A quasiparticle level is the energy at which an electron can be taken out of the crystal or put into it. Here it comes from a one-shot $G_0W_0$ correction to the PBE band energy, the Kohn–Sham level. The difference between the two, each counted from its own valence top, is the shift of that state. In the table v1 and v2 are the highest and second-highest filled bands, c1 and c2 the lowest and second-lowest empty ones, and a point of the Brillouin zone is written $(b, c)$, with Γ at $(0, 0)$; the first of its three coordinates is zero throughout.

The levels of SiC3 (ordered alloy on a diamond lattice, space group R3m) were computed with Ansatz 0.2.0 in one-shot G0W0 on PBE, with PAW and no spin polarisation, at the r2SCAN geometry. The plane-wave cutoff is 420 eV, the screening cutoff 210 eV and the k mesh 6×6×6, with 223 empty bands. Kohn–Sham and quasiparticle levels are each counted from their own valence top.

| band | b (fraction of the reciprocal vector) | c (fraction of the reciprocal vector) | kohn sham level (eV) | quasiparticle level (eV) | exchange less vxc (eV) | correlation (eV) | renormalisation |
| --- | --- | --- | --- | --- | --- | --- | --- |
| v2 | 0 | 0 | 0.000 | 0.000 | -2.370 | 1.666 | 0.79800 |
| v1 | 0 | 0 | 0.000 | 0.000 | -2.370 | 1.666 | 0.79800 |
| c1 | 0 | 0 | 3.845 | 5.008 | 5.874 | -5.415 | 0.78700 |
| c2 | 0 | 0 | 4.703 | 6.097 | 6.157 | -5.468 | 0.79300 |
| v2 | 0 | 0.1667 | -1.428 | -1.514 | -2.746 | 1.956 | 0.79400 |
| v1 | 0 | 0.1667 | -0.834 | -0.895 | -2.710 | 1.945 | 0.79500 |
| c1 | 0 | 0.1667 | 4.107 | 5.373 | 5.920 | -5.359 | 0.79400 |
| c2 | 0 | 0.1667 | 4.929 | 6.111 | 5.750 | -5.272 | 0.79800 |
| v2 | 0 | 0.3333 | -3.193 | -3.369 | -3.407 | 2.527 | 0.78400 |
| v1 | 0 | 0.3333 | -1.989 | -2.138 | -3.235 | 2.382 | 0.78900 |
| c1 | 0 | 0.3333 | 3.463 | 4.591 | 5.485 | -5.062 | 0.80400 |
| c2 | 0 | 0.3333 | 4.449 | 5.587 | 5.586 | -5.152 | 0.80400 |
| v2 | 0 | -0.5000 | -4.944 | -5.109 | -3.739 | 2.870 | 0.77300 |
| v1 | 0 | -0.5000 | -2.442 | -2.622 | -3.435 | 2.551 | 0.78600 |
| c1 | 0 | -0.5000 | 3.222 | 4.312 | 5.337 | -4.951 | 0.80700 |
| c2 | 0 | -0.5000 | 4.109 | 5.223 | 5.532 | -5.122 | 0.80700 |
| v2 | 0.1667 | 0.1667 | -1.364 | -1.432 | -2.666 | 1.894 | 0.79500 |
| v1 | 0.1667 | 0.1667 | -0.528 | -0.566 | -2.571 | 1.829 | 0.79600 |
| c1 | 0.1667 | 0.1667 | 3.917 | 5.112 | 5.739 | -5.248 | 0.79700 |
| c2 | 0.1667 | 0.1667 | 5.288 | 6.584 | 6.114 | -5.523 | 0.78900 |
| v2 | 0.3333 | 0.3333 | -2.151 | -2.268 | -2.999 | 2.178 | 0.79100 |
| v1 | 0.3333 | 0.3333 | -1.313 | -1.409 | -2.906 | 2.106 | 0.79300 |
| c1 | 0.3333 | 0.3333 | 2.620 | 3.665 | 5.116 | -4.775 | 0.81100 |
| c2 | 0.3333 | 0.3333 | 4.145 | 5.263 | 5.584 | -5.171 | 0.80100 |

For the empty states three sizes are worth remembering: measured from the valence top, exchange pushes them up by about 8 eV, correlation takes about 7 eV back, and about 1 eV remains. The remainder runs from 1.0 to 1.4 eV and tends to grow with energy. Filled states below the top sink by less than 0.2 eV. The correction therefore opens the gap and also stretches the bands on both sides of it.

**Why exchange drives the levels apart**

The PBE potential is local and attracts filled and empty states in much the same way. True exchange acts only between an electron and the filled states that its orbital overlaps. A filled orbital gains much from it, an empty one little. Replacing the PBE potential by exact exchange, the column "exchange less vxc", thus lowers the valence top by 2.37 eV and raises c1 at Γ by 5.87 eV.

The same reasoning gives the stretch. Deep valence orbitals share more space with the other filled orbitals and gain more exchange. High empty orbitals usually have more nodes and gain less, while the local potential that is taken away had still attracted them.

**Why only a seventh survives**

The other electrons rearrange around an added electron or a hole and weaken its interaction with the rest. At large distance the weakening is a division by the dielectric constant $\varepsilon$, whose average over the three axes is 6.87 in this calculation. If that held at every distance, and if PBE described the remaining part of the interaction well, only the fraction $1/\varepsilon$ of the step from PBE to exact exchange would survive:

$$\text{shift} \approx \frac{D - D_\text{top}}{\varepsilon}$$

Here $D$ is "exchange less vxc" of the state and $D_\text{top}$ that of the valence top. The idea is the one behind hybrid functionals that mix in a fraction $1/\varepsilon$ of exact exchange.

For c1 at $(0, 1/3)$ the estimate reads

$$\frac{5.485 + 2.370}{6.87} \approx 1.14\ \text{eV},$$

against 1.13 eV in the full calculation. Over the twelve empty states the rms error is 0.06 eV, with no parameter adjusted to the shifts. A rigid shift set to their mean misses by 0.09 eV, and a least-squares line in the Kohn–Sham energy by 0.07 eV. Screening is part of $G_0W_0$ by construction, so the agreement shows only that one number captures the usual size of the shift. The differences among the empty states are a harder test.

**Where energy alone fails**

Two empty states lie at almost the same Kohn–Sham level, 4.11 eV: c1 at $(0, 1/6)$ and c2 at $(0, -1/2)$. The first rises by 0.15 eV more. No smooth correction that depends on energy alone can reproduce this. What differs is the orbital, and with it the exchange.

The exchange terms of the two differ by 0.39 eV. Division by $\varepsilon$ would leave about 0.06 eV of that, yet 0.15 eV survives. Between the lowest and the highest empty state of the table, too, about a quarter of the exchange difference survives, not a seventh. A plausible reason is that differences between orbitals are felt mostly at short distance, where the surrounding electrons cannot screen fully.

The largest shift, 1.39 eV for c2 at Γ, may have the same origin. The estimate gives 1.24 eV there, its worst error among all the states. The number of empty bands in the calculation could also affect such a state more than its neighbours, and this has not been tested.

**Why the valence stretch stops**

At $(0, -1/2)$ the state v2 lies 2.5 eV below v1 in PBE, yet it sinks slightly less: 0.165 against 0.180 eV. Going from v1 to v2, exchange lowers the level by a further 0.30 eV, but correlation raises it by 0.32 eV. The cancellation, usually incomplete, has here become slightly more than complete.

Part of the reason can be read from the column "renormalisation", $Z$. It measures how correlation changes with the energy at which it is evaluated, with a slope of $1 - 1/Z$. For this state, the deepest in the table, $Z = 0.773$, so correlation rises by about 0.29 eV for each eV further down; at the valence top the figure is 0.25. This works against the stretch, and more strongly at depth. Followed as a straight line over the 2.5 eV from v1 to v2, the slope alone would raise correlation by about 0.7 eV, more than twice the change found. The orbitals of v1 and v2 differ as well, and that difference offsets the rest.

A static $\varepsilon$ has no such energy dependence. It makes the deepest state sink too far, while for the other filled states below the top it gives somewhat too little stretch. These errors stay below 0.04 eV, but the shifts themselves are small.

**What to do with it**

For the band gap, use the correction of the band edges themselves. The smallest gap on the mesh, from Γ to $(-1/2, -1/2)$, grows from 1.59 to 2.54 eV, an opening of 0.95 eV. The mean shift of the tabulated empty states, 1.18 eV, would overstate this opening by about a quarter. The conduction minimum may lie between mesh points. The quasiparticle gap is also short of the basis limit, because the bands, the screening cutoff and the k mesh are finite. By how much was not measured for this crystal; in the data makers' tests on other systems the median shortfall was 6 to 9 %.

For spectra that reach several eV into the empty bands, correct state by state. A rigid shift matched to the gap would leave c2 at Γ too low by $1.394 - 0.946 = 0.448$ eV. The exchange change divided by $\varepsilon$ reproduces the tabulated shifts with errors of up to about 0.15 eV; the conduction minimum is not in the table, so the estimate has not been tested there.

For band offsets or ionisation energies, the common zero at the valence top hides part of the story. The top itself moves down by $2.370 - 1.666 = 0.70$ eV, while c1 at Γ moves up by only 0.46 eV. Correcting the empty bands alone can give the right gap with both edges in the wrong place. Such absolute shifts usually converge more slowly with the number of empty bands than gaps do, so these two values are rough. The sums contain no factor $Z$, because the listed exchange and correlation terms already add up to the shift.

All these values belong to a hypothetical ordered alloy with strained bonds, which need not be stable, and they have not been checked against a second program. The same argument can be tried on another crystal: find how much further the step from the PBE potential to exact exchange moves an empty state from the valence top, and divide by the dielectric constant. For the difference between two empty states the recipe is less reliable, since here it usually gives too little. How well the estimate works in another crystal has to be tested anew.
